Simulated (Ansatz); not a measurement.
Loss of H2O: GaH3(OH2) → GaH3 + H2O

Species: GaH3(OH2), singlet; GaH3 `[GaH3]`, singlet; H2O (water) `O`, singlet. 

Shapes, held fixed at every level: PBE0-D4/def2-TZVP. Programs: Ansatz 0.2.0. The zero-point and thermal change to 298 K, harmonic and unscaled (PBE0-D4/def2-TZVP), is -8.2 kJ/mol.

(1) Estimate ΔH(298 K) of this reaction.

## Answers

(1) The highest level, CCSD(T)/def2-TZVPP, gives ΔH(298 K) = +55.7 kJ/mol; the levels span +39.1 to +79.0. The column of differences is taken from that level and isn't an error. No measured value is set beside it here. Relativity is left out for Ga unless named. Correlated rows may include outer-core shells of Ga, which these sets cover unevenly.

| level | kind | ΔH(298 K) (kJ/mol) | less CCSD(T)/def2-TZVPP |
| --- | --- | --- | --- |
| HF/def2-TZVPP | Hartree–Fock | +39.1 | -16.6 |
| SPW92/def2-TZVPP | LDA | +79.0 | +23.3 |
| PBE-D4/def2-TZVPP | GGA | +54.4 | -1.3 |
| B2PLYP/def2-TZVPP | double hybrid | +49.7 | -6.0 |
| MP2/def2-SVP | perturbation theory | +74.2 | +18.5 |
| MP2/def2-TZVPP | perturbation theory | +56.1 | +0.4 |
| CCSD(T)/def2-SVP | coupled cluster or CI | +72.3 | +16.6 |
| CCSD(T)/def2-TZVPP | coupled cluster or CI | +55.7 | 0.0 |

Loss of water from GaH3(OH2) is clearly endothermic, at +55.7 kJ/mol with CCSD(T)/def2-TZVPP, as expected for a moderately strong dative bond from an oxygen lone pair into the empty, largely 4p acceptor orbital of gallane. Hartree–Fock already recovers most of this, so electrostatics, polarisation and charge transfer carry the bond, while correlation, including dispersion, strengthens it. LDA overbinds, as it commonly does for donor–acceptor complexes.

Basis size matters far more than correlation beyond second order: MP2 and CCSD(T) nearly coincide in each basis, yet both give much larger values with def2-SVP. This suggests basis-set superposition, with the fragments borrowing each other's functions in the adduct. The close match of PBE-D4 to the coupled-cluster value may therefore owe something to cancellation of errors.

The enthalpy supports a bound adduct but not its persistence, since dissociation gains entropy and loss of H2 to form a Ga–OH bond is a competing path.
